Problem. An n-channel MOSFET has an n+ poly-Si0.7Ge0.3 gate with active donor density Ng = 2×10²⁰ cm⁻³ and a SiON dielectric of EOT = 1.5 nm. It is biased in strong inversion at 300 K with Vg = 1.0 V, Vfb = −1.0 V and surface potential ψs = 1.0 V, and ψs is held fixed. Given inputs (typical values): relative permittivities 3.9 for SiO₂, 11.7 for Si and 16.0 for Ge, with linear interpolation giving εr = 13.0 for the gate. Predict the sign and size of the change in the gate depletion drop ψp and in the capacitance, first by reasoning and then by calculation, when one item at a time is changed:
(a) Ng falls to 1×10²⁰ cm⁻³;
(b) Ge is replaced by Si at unchanged Ng and Vfb;
(c) EOT is reduced to 1.2 nm;
(d) added nitrogen raises the relative permittivity of the SiON from 5.0 to 6.0 at unchanged EOT;
(e) Vg is raised to 1.2 V;
(f) assess the depletion approximation.

Model and conventions. V = Vg − Vfb − ψs is the voltage shared by dielectric and gate, V = Vox + ψp, all three positive when the n+ gate depletes. The film is taken free of fixed charge, so Vfb is the work-function difference φms. For a p+ gate on a p-channel device the same equations hold for magnitudes. Cox = εSiO₂/EOT, and εg is the permittivity of the gate material, not of the channel. In the abrupt depletion approximation a layer of width xd carries Q = qNg·xd = Cox·Vox per area, and integrating Poisson's equation twice gives ψp = qNg·xd²/(2εg) = Q²/(2qεgNg). With

A = qεgNg/Cox² = qεgNg·EOT²/εSiO₂²

this reads ψp = Vox²/(2A), so V = Vox + Vox²/(2A). The positive root is

Vox = A(s − 1), s = √(1 + 2V/A) = 1 + Vox/A.

A compact model replaces Vg by Vg,eff = Vg − ψp = Vfb + ψs + Vox. For V ≪ A, ψp = V²/(2A) − V³/(2A²) + …. The differential capacitance of dielectric plus gate is C = dQ/dV = Cox/s, equivalent to an added oxide thickness ΔT = EOT(s − 1) = xd·εSiO₂/εg.

Response rules. Differentiating V = Vox + Vox²/(2A) gives dV = s·dVox − ψp·d ln A. Hence

dψp = (1 − 1/s) dV − (ψp/s) d ln A,

and from s² = 1 + 2V/A,

d ln(C/Cox) = κ (d ln A − d ln V), κ = V/(A + 2V).

Reference point. Cox = 2.30 µF/cm², A = 6.96 V, V = 1.0 V, s = 1.135, Vox = Vg,eff = 0.937 V, ψp = 63 mV, xd = 0.67 nm, ΔT = 0.20 nm, 1/s = 0.881, κ = 0.112. The leading term V²/(2A) = 72 mV overshoots because Vox is smaller than V. The third figures serve only to compare cases within the model; part (f) shows what the absolute values are worth.

(a) Halved Ng. Reasoning: about the same charge must come from half as many donors, so the layer is about twice as wide and ψp about doubles. It falls short of doubling, because a larger ψp takes voltage from the dielectric and lowers Q. The rule gives the exponent −1/s, a factor 2^0.881 = 1.84, or 116 mV. For C it gives exp(−κ ln 2), a change of −7 %, which should be an underestimate since κ grows as A falls. Calculation: A = 3.48 V, s = 1.255, ψp = 113 mV (+50 mV), xd = 1.27 nm, C changes by −9.6 % and Q by −5.3 %. C suffers more than Q because C is the local slope of a concave Q(V), while Q/V is the mean slope from zero.

(b) Ge replaced by Si. Reasoning: εg drops from 13.0 to 11.7, so the same charge produces a larger field in the gate. ψp rises and C falls. With d ln A = ln 0.9 = −0.105 the rules give +6 mV and −1.2 %. Calculation: A = 6.26 V, s = 1.149, ψp = 69 mV (+6 mV), C changes by −1.2 %. Only the product εgNg enters A, so a 10 % loss of active doping in the SiGe gate would cancel the whole permittivity benefit of the Ge. Any dependence of activation or work function on Ge content has to be entered separately through Ng and Vfb.

(c) EOT of 1.2 nm. Reasoning: Cox rises by 25 %, more charge is demanded of the same gate, and A ∝ EOT² falls by the factor 0.64 (d ln A = −0.446). ψp rises, by the rule to 93 mV. C/Cox falls, yet C itself rises, since d ln C/d ln EOT = −1 + 2κ = −0.78 is negative (κ < 1/2 always); this predicts +19 %. Calculation: Cox = 2.88 µF/cm², A = 4.45 V, s = 1.204, ψp = 92 mV, C changes by +18 % and Q by +21 %. Removing 0.30 nm of EOT raises ΔT from 0.20 to 0.24 nm, so part of the gain is returned. As EOT → 0 the model capacitance saturates at the formal ceiling √(qεgNg/2V) = 4.3 µF/cm².

(d) More nitrogen at fixed EOT. Reasoning: the gate responds to the displacement Q, and the dielectric enters only through Cox. The response is zero. Calculation: the physical thickness EOT·εr/3.9 goes from 1.92 to 2.31 nm and the field in the film, Vox divided by that thickness, from 4.87 to 4.06 MV/cm, while A, ψp and C are unchanged. Raising the permittivity from 5.0 to 6.25 at fixed physical thickness would instead give EOT = 1.2 nm, case (c). Fixed charge brought in with the nitrogen needs separate treatment, because ψp is set by the gate charge Q, which then differs from the channel charge. For a sheet Qf at the fraction f of the thickness of a uniform film, measured from the gate, Gauss's law gives the displacement Q between gate and sheet and Q + Qf beyond it, so Vg − φms − ψs = Q/Cox + ψp(Q) + (1 − f)Qf/Cox. The sheet thus changes the effective V by −(1 − f)Qf/Cox. The flat-band shift, obtained from Q = −Qf with the drop in the gate neglected, is −f·Qf/Cox and must not be inserted into V. At fixed Vg and ψs a sheet at the SiON/Si interface (f = 1) shifts Vfb by −Qf/Cox but leaves Q, ψp and C unchanged, since channel charge compensates it.

(e) Vg of 1.2 V. Reasoning: the layer widens, so C falls with rising bias. Of the added 0.2 V the share 1/s reaches the dielectric, 0.176 V, and 24 mV is lost in the gate; C changes by exp(−κ ln 1.2), or −2.0 %. Calculation: s = 1.160, Vox rises by 0.174 V, ψp = 89 mV (+26 mV), C changes by −2.2 %. For V < 0 the n+ gate accumulates and the formula does not apply.

Summary (A in V, ψp in mV, ΔT in nm, C in µF/cm², Q in µC/cm²):

case        A      ψp    ΔT     C/Cox   C      Q
ref., (d)   6.96   63    0.20   0.881   2.03   2.16
(a)         3.48   113   0.38   0.797   1.83   2.04
(b)         6.26   69    0.22   0.871   2.00   2.14
(c)         4.45   92    0.24   0.831   2.39   2.61
(e)         6.96   89    0.24   0.862   1.99   2.56

(f) Limits. The gate is degenerate and ψp is only a few times φt = kT/q = 25.9 mV, so electrons remain in the layer. Let ψ be the local upward band bending and n = Nc·F½(η0 − ψ/φt), where Fj is the Fermi–Dirac integral normalised by Γ(j + 1) and Nc·F½(η0) = Ng. Poisson's equation εg·ψ″ = q(Ng − n) has the first integral Q² = 2qεgNg·G(ψp), with

G(ψ) = ∫₀^ψ (1 − n/Ng) dψ′ = ψ − φt[F3/2(η0) − F3/2(η0 − ψ/φt)]/F½(η0).

The model becomes (V − ψp)²/(2A) = G(ψp) and C/Cox = 1/[1 + Vox/(A·G′)], where G′ = 1 − ns/Ng and ns is the electron density at the interface. The abrupt case is G = ψ. Take Nc = 2.8×10¹⁹ cm⁻³, the approximate Si value, as input. Then η0 = 4.3, and at large bending ψ − G tends to φt·F3/2(η0)/F½(η0) = 55 mV, nearly the size of the abrupt ψp. Solving at the reference point gives ψp = 0.11 V, ns/Ng = 0.11 and C/Cox = 0.87. For case (a) it gives ψp = 0.15 V and C/Cox = 0.80. The rise of ψp in (a) is thus 0.04 V against 0.05 V in the abrupt model, and the fall of C/Cox is 0.07 against 0.08. For this case the sign and rough size of the response survive and C/Cox holds to about 0.01, while the absolute ψp of the abrupt formula is low by several tens of mV.

The terminal capacitance also contains the inversion layer in series, 1/Cgg = s/Cox + 1/Cs with Cs = dQ/dψs. With a typical equivalent thickness of about 0.4 nm for 1/Cs, twice ΔT and taken as constant, the change in (a) is diluted to −7.9 %. Finally, xd = 0.67 nm is smaller than the mean donor spacing Ng^(−1/3) = 1.7 nm, so the continuum charge is an average over area. Quantum repulsion of gate electrons from the interface is not included. In a compact model Ng is therefore an effective parameter that absorbs these terms, and it need not equal the active donor density.